**Question**

I'm looking at a scan in which one aluminium atom of a double-hexagonal crystal is pushed along the $c$ axis while everything else stays put. I expected a spring: energy as the square of the displacement, force in proportion to it. The force clearly grows faster than that, and a pressure appears whose origin I don't see. The point at −0.6 Å has no results yet. Can I work it out from the others, or is it too far out to trust?

Atom 1 of dhcp Al (4-atom cell, P6_3/mmc when undisturbed, a = 2.822, c = 9.262 Å) is moved along +c, all else fixed, in Ansatz 0.2.0 (plane-wave PAW DFT, r2SCAN, scalar-relativistic, no spin polarisation). The cutoff is 500 eV, the k mesh 18×18×6 and the Gaussian smearing 0.15 eV. Free energies are relative to the undisturbed cell; pressure is positive in compression.

```
displacement (Å)  energy change (eV a cell)  force along direction (eV/Å summed over the moved atoms)  pressure (GPa)
            -0.6                          ?                                                         ?               ?
            -0.2                      0.117                                                     1.195            0.96
               0                      0.000                                                     0.000            0.00
             0.3                      0.271                                                    -1.896            2.17
             0.4                      0.500                                                    -2.729            3.90
             0.5                      0.822                                                    -3.717            6.23
```

**Answer**

Three sizes are worth remembering. A displacement of a tenth of an ångström costs about 0.03 eV for each atom moved. Half an ångström costs about 0.8 eV. And the spring that holds the moved layer softens by about 4 % when the crystal's volume grows by 1 %, which is where your pressure comes from.

First, be clear about what moves. The cell is only one atom wide in the plane, so the atom's periodic copies move with it, and the scan lifts a whole close-packed layer, every fourth one along $c$. The six neighbours within the layer keep their distance. Once the layer has moved, the symmetry is lower than that of the undisturbed cell. The energy per cell is therefore the cost per atom of a rigidly shifted layer, not that of one atom rattling in its cage.

The layer sits midway between two others, each touching every atom of it at three points. At a displacement of 0.5 Å the three contacts on one side shrink from 2.83 to 2.44 Å, and the three on the other side stretch to 3.25 Å. Let $U(h)$ be the energy between the layer and one neighbour at spacing $h$, and $x$ the displacement. The layer then feels $U(h+x)+U(h-x)$. Whatever is odd in $x$ cancels between the two sides, and what remains, up to the fourth power, is

$$E = a x^2 + b x^4,$$

where $E$ is the energy change. A metal is not really a sum of such layer pairs, but the even form doesn't depend on that picture: the symmetry of the site makes up and down equivalent. The point at −0.2 Å can therefore share a curve with the positive displacements, and it does.

The sign of $b$ comes from the shape of $U$. Repulsion between atoms rises steeply as they approach, so the squeezed side gains more stiffness than the stretched side loses. This is the standard reason for a spring that hardens in both directions. The forces on the layers that stay put, which the same calculation gives, bear it out. As the displacement goes from 0.3 to 0.5 Å, the push on the nearer neighbour, divided by the displacement, rises from 4.6 to 6.2 eV/Å², while the pull on the farther one, divided likewise, falls only from 1.7 to 1.2.

The force is the downhill slope of the energy,

$$F = -2a x - 4b x^3.$$

Compared with the pure spring, the correction weighs twice as much here as in the energy. That is why you noticed it in the force first: at 0.5 Å the energy lies 15 % above the spring term, the force 31 %. Constants taken from the energies alone reproduce the known forces to within 0.01 eV/Å, so the two columns describe one smooth curve.

The pressure arises because the cell is held fixed. If all lengths of the crystal grew together, the displacement would grow too, as the cube root of the volume $V$, while the spring constant $a$ would fall. With $P=-\mathrm{d}E/\mathrm{d}V$, small displacements give

$$\frac{PV}{E} = -\frac{\mathrm{d}\ln a}{\mathrm{d}\ln V}-\frac{2}{3}.$$

The fits put the left side at about 3.3, so $a$ falls by about 4 % per 1 % of volume. That is expected of a spring made largely of steep repulsion, which weakens quickly as the layers draw apart. The displaced crystal would lower its energy by swelling, and since it can't, it pushes outwards. It does so whichever way the layer moves, so the pressure is positive on both sides and grows nearly as $x^2$. The column is an average over directions, and the push is far from even: at 0.5 Å it is about 10 GPa along $c$ but only 4.3 GPa in the plane.

Now the point you ask about. I fitted $a$ and $b$ to the five known energies, which gives $a=2.848$ eV/Å² and $b=1.758$ eV/Å⁴. At −0.6 Å, which took no part in the fit,

$$E = 2.848\times0.6^2 + 1.758\times0.6^4 = 1.025 + 0.228 = 1.253\ \text{eV}.$$

The force and the pressure come from fits of the same kind to their own columns, with $x$ and $x^3$ for the force and $x^2$ and $x^4$ for the pressure. My forecasts are:

- energy change 1.25 eV, between 1.23 and 1.27;
- force +4.92 eV/Å, between 4.82 and 5.02, positive because it points back to the site;
- pressure 9.18 GPa, between 9.0 and 9.4, positive as on the other side.

The ranges are my judgement of what higher powers of $x$ might do just beyond the fitted span. I trust the pressure least, because the known points fix its $x^4$ constant only to about 8 %, much more loosely than those of the other two fits.

The withheld rows as computed:

```
displacement (Å)  energy change (eV a cell)  force along direction (eV/Å summed over the moved atoms)  pressure (GPa)
            -0.6                      1.249                                                     4.855            9.11
```

All three values fall inside their ranges, and all three lie below the fitted curves. The energy is 1.249 eV, so the forecast holds almost to the last digit. The force is 4.855 eV/Å, about 1.3 % less than forecast. The pressure is 9.11 GPa, only 0.7 % less, so the quantity I trusted least did better than the force.

The spring still hardens out here, but less quickly than $x^4$ alone demands. The computed force is 42 % above the pure spring, where the constants from the energies would have made it 44 %. The energy and the force agree with each other on this. Between 0.5 and 0.6 Å on either side the mean force is $(3.717+4.855)/2=4.286$ eV/Å, which over 0.1 Å makes 0.429 eV, and the energy rises by $1.249-0.822=0.427$ eV. The miss therefore belongs to the shape of the curve, whose terms beyond $x^4$ must together pull downwards at this distance.

That goes against a tempting refinement. If repulsion is steep, why not treat the neighbours as two exponential walls, which brings in all the higher powers at once? Fitted to the same energies with as many constants, this form matches them slightly better than the polynomial does. Yet it puts the force at −0.6 Å at 5.02 eV/Å, 3 % too high, because all its higher terms add stiffness.

There was a warning in the known points. At 0.5 Å the walls already overshot the force by 0.025 eV/Å, the polynomial by 0.010. Two curves can look alike in energy and still differ in slope, and the slope shows first where they will part. If you have forces, use them to choose between models before you extrapolate.

Part of the reason shows in the forces on the two neighbouring layers. Between 0.5 and 0.6 Å the push across the narrowed gap still climbs, from 3.1 to 4.2 eV/Å, but the pull across the widened gap has stopped growing: 0.6193, then 0.6132 eV/Å. Exponential walls would have that pull still rising. A real bond is expected to pull less once it is stretched far enough, and a wall knows nothing of that. The scan has not been repeated with a finer k mesh or less smearing, which would show whether a bend of about 1 % in the force is a property of the metal or of the settings.

So your spring is a good first picture and a poor last one. At −0.6 Å it alone would have given 1.03 eV and 3.4 eV/Å, too low by nearly a fifth in energy and by almost a third in force. One even correction repairs most of that, because the layer has equivalent neighbours above and below. Where the two sides differ, an $x^3$ term survives in the energy, and pushing one way costs more than pushing the other.

The printed output below gives the fits, the contact distances and the forces derived from both models.

Output of the analysis:

```
fit of energy_change on 5 rows: coefficient of x2 2.848 +/- 0.006, coefficient of x4 1.758 +/- 0.028; rms 0.000385, worst 0.4 0.000635, leave-one-out rms 0.0018
  rows outside the fit (model, value, miss): -0.6 1.253, 1.249, 0.00404
fit of force_along_direction on 5 rows: coefficient of x -5.703 +/- 0.01, coefficient of x3 -6.938 +/- 0.053; rms 0.00216, worst 0.4 0.00396, leave-one-out rms 0.00674
  rows outside the fit (model, value, miss): -0.6 4.92, 4.855, 0.0651
fit of pressure on 5 rows: coefficient of x2 23.59 +/- 0.093, coefficient of x4 5.289 +/- 0.43; rms 0.00596, worst 0.4 0.00915, leave-one-out rms 0.0275
  rows outside the fit (model, value, miss): -0.6 9.176, 9.11, 0.0664
fit of energy_change on 5 rows: coefficient of exp(s*x) + exp(-s*x) - 2 0.4187 +/- 0.00013, s 2.612; rms 0.00024, worst 0.3 -0.000385, leave-one-out rms 0.00103
  rows outside the fit (model, value, miss): -0.6 1.257, 1.249, 0.00838
Contacts in Å and forces in eV/Å derived from energy fits:
   row  short_contact  long_contact  force_from_polynomial   its_miss  force_from_walls  walls_miss
  -0.6          2.366          3.34                  4.936    0.08145             5.016      0.1612
  -0.2           2.67         2.997                  1.195  0.0003175             1.196   0.0007376
   0.0          2.831         2.831                      0          0                 0           0
   0.3          2.592         3.081                 -1.898  -0.002484            -1.896   0.0004792
   0.4          2.515         3.167                 -2.728  0.0007406            -2.725    0.003586
   0.5          2.439         3.253                 -3.727  -0.009847            -3.742    -0.02538
Energy at 0.5 Å above the pure spring term (%): 15.46
Force at 0.5 Å above the pure spring term (%): 30.53
Pure spring energy at -0.6 Å (eV): 1.025
Pure spring force at -0.6 Å (eV/Å): 3.417
Energy at -0.6 Å from the constants of the force fit (eV): 1.251
Pressure times volume over energy, limit of small displacement: 3.302
Pressure times volume over energy at 0.5 Å: 3.022
Pressure times volume over energy at -0.6 Å: 2.908
Softening of the spring constant per 1 % of volume growth (%): 3.969
```
